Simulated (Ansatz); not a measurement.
## Errors in the dipole moment

8 molecules; the dipole moment in D, computed less measured. Shapes, held fixed at every level: PBE0-D4/def2-TZVP. No vibrational averaging. Dipoles are compared by magnitude; molecules under 1 D, whose direction can flip, are left out. Programs: Ansatz 0.2.0. Measured values: NIST CCCBDB.

Levels: A = PBE-D4/def2-TZVPP; B = r2SCAN-D4/def2-TZVPP; C = B3LYP-D4/def2-TZVPP; D = wB97M-V/def2-TZVPP.

| molecule | measured | A | B | C | D |
| --- | --- | --- | --- | --- | --- |
| H2O (water) | 1.85 | +0.04 | +0.08 | +0.09 | +0.09 |
| CH2N2 (cyanamide) | 4.32 | +0.28 | +0.39 | +0.32 | +0.30 |
| SiH2Cl2 (dichlorosilane (DCS)) | 1.13 | -0.09 | -0.02 | +0.01 | 0.00 |
| C2H3F (SMILES C=CF) | 1.43 | -0.23 | -0.17 | -0.09 | -0.09 |
| CH4S (methanethiol) | 1.52 | +0.01 | +0.08 | 0.00 | -0.01 |
| C2H6O (dimethyl ether) | 1.30 | -0.20 | -0.15 | -0.09 | -0.08 |
| C2H6S (dimethyl sulfide) | 1.50 | +0.01 | +0.10 | +0.02 | +0.01 |
| C3H7Br (2-bromopropane) | 2.21 | 0.00 | +0.14 | +0.06 | +0.06 |

**Question.** Which level does best on this set, which worst, and which err to one side?

**Answer.** 
```
               level                    kind  mean error  mean absolute error  worst case
   PBE-D4/def2-TZVPP                     GGA      -0.022                0.108       CH2N2
r2SCAN-D4/def2-TZVPP                meta-GGA      +0.056                0.141       CH2N2
 B3LYP-D4/def2-TZVPP           global hybrid      +0.040                0.085       CH2N2
  wB97M-V/def2-TZVPP  range-separated hybrid      +0.035                0.080       CH2N2
```

On this set wB97M-V/def2-TZVPP has the smallest mean absolute error and r2SCAN-D4/def2-TZVPP the largest. No level errs clearly to one side. All levels miss CH2N2 on one side, which points to its shape or to the tabulated value. The smallest two are near a tie. The largest two are near a tie. Relativity is left out for Br. The set is small.

The small mean error of PBE reflects cancellation: its overshoot for cyanamide (+0.28 D) offsets undershoots for the C=CF molecule (-0.23 D) and dimethyl ether (-0.20 D). Both hybrids shrink these two undershoots to about -0.09 D, probably because exact exchange limits the over-delocalisation that weakens charge separation in polar C-F and C-O bonds. The two sulfur compounds, with their less polar C-S bonds, barely distinguish PBE from the hybrids. r2SCAN gives a larger dipole than PBE in every row, which helps where PBE is too low but hurts elsewhere.

Cyanamide's dipole depends on donation from the amino lone pair into the nitrile group, and so on how pyramidal the nitrogen is; a common geometry can therefore shift all four levels together. Leaving this molecule out does not change the order of the mean absolute errors. For water, the overshoot at every level suggests a basis contribution, since the set lacks the diffuse functions needed to describe the lone-pair density, and PBE's closer agreement there need not mean a better density.
